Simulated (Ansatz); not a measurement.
## A series in volume per atom on Ca₂O₅

Results calculated with Ansatz 0.2.0 development build, not measured. Equation of state of a cubic crystal from periodic Kohn-Sham density functional theory without spin; pressure corrected for the finite basis.

Cell of the first row (space group Pn-3m, No. 224):
```
CELL_PARAMETERS angstrom
5.41430 0.00000 0.00000
0.00000 5.41430 0.00000
0.00000 0.00000 5.41430
ATOMIC_POSITIONS crystal
Ca 0.00000 0.00000 0.00000
Ca 0.50000 0.50000 0.00000
Ca 0.50000 0.00000 0.50000
Ca 0.00000 0.50000 0.50000
O 0.50000 0.00000 0.00000
O 0.00000 0.50000 0.00000
O 0.00000 0.00000 0.50000
O 0.50000 0.50000 0.50000
O 0.75000 0.75000 0.25000
O 0.75000 0.25000 0.75000
O 0.25000 0.75000 0.75000
O 0.75000 0.25000 0.25000
O 0.25000 0.75000 0.25000
O 0.25000 0.25000 0.75000
```

Settings of every row: formula Ca2O5; structure type cubic X2O5; functional PBE; spin treatment none; k mesh 10x10x10; occupation method fermi-dirac; occupation width 0.061225619 eV; wave cutoff 700 eV; datasets soft-1 PAW; density cutoff ratio 4.

Limits: a cubic model structure, not a phase known at ambient conditions; modest k-mesh, values are not fully converged in k; no spin polarisation, a magnetic state may lie lower.

| row | volume per atom (Å³) | energy above lowest point (meV/atom) | pressure (GPa) |
| --- | --- | --- | --- |
| 1 | 11.337 | 13.72 | 6.505 |
| 2 | 11.578 | 5.79 | 4.07 |
| 3 | 11.819 | 1.34 | 1.885 |
| 4 | 12.061 | 0 | -0.075 |
| 5 | 12.302 | 1.46 | -1.834 |
| 6 | 12.543 | ? | ? |
| 7 | 12.784 | 11.66 | -4.829 |

Question: what energy above lowest point and pressure should row 6 give?

Worked fit of energy above lowest point. Take u = (V_r/V)^(2/3) − 1 with V_r = 11.94 Å³ an atom, which is twice the finite (Eulerian) strain; such expansions in the strain, on which the Birch-Murnaghan equation of state is built, carry the rest volume and the bulk modulus. The shown rows have u = 0.03515, 0.02074, 0.00681, -0.0067, -0.01971, -0.04451. Least squares give energy above lowest point = 0.297 + 98.16 × u + 8013.6 × u² + 1635 × u³ meV/atom; a parabola predicts inner rows, each left out in turn, worse (root mean square 0.032 against 0.0066 meV/atom). All shown rows lie on it to the printed digit. Its lowest point lies at u = -0.0061, or V = 12.05 Å³ an atom, and the curvature there gives the bulk modulus at fixed shape and fractions, B = (4/9)(1 + u)² E″(u)/V = 93.2 GPa. The withheld row has u = -0.03231, so the fit gives 0.297 + 98.16 × (-0.03231) + 8013.6 × (-0.03231)² + 1635 × (-0.03231)³ = 5.44 meV/atom.

The calculation gave 5.43 meV/atom. The fit lies 0.01 meV/atom (0.073 % of the column's range) above it, one unit of the last digit.

Worked fit of pressure. Take u = (V_r/V)^(2/3) − 1 with V_r = 11.94 Å³ an atom, which is twice the finite (Eulerian) strain; such expansions in the strain, on which the Birch-Murnaghan equation of state is built, carry the rest volume and the bulk modulus. The shown rows have u = 0.03515, 0.02074, 0.00681, -0.0067, -0.01971, -0.04451. Least squares give pressure = 0.8781 + 145.316 × u + 404.16 × u² + 453 × u³ GPa; a parabola predicts inner rows, each left out in turn, worse (root mean square 0.0093 against 0.0034 GPa). The rows lie off it by 0.000, 0.000, -0.002, 0.003, -0.001, 0.000. The pressure vanishes at u = -0.0061, or V = 12.05 Å³ an atom, and there the bulk modulus at fixed shape and fractions is B = −V dP/dV = (2/3)(1 + u) dP/du = 93 GPa. The withheld row has u = -0.03231, so the fit gives 0.8781 + 145.316 × (-0.03231) + 404.16 × (-0.03231)² + 453 × (-0.03231)³ = -3.410 GPa.

The calculation gave -3.413 GPa. The fit lies 0.003 GPa (0.026 % of the column's range) above it; its largest miss of a shown row is 0.003 GPa.
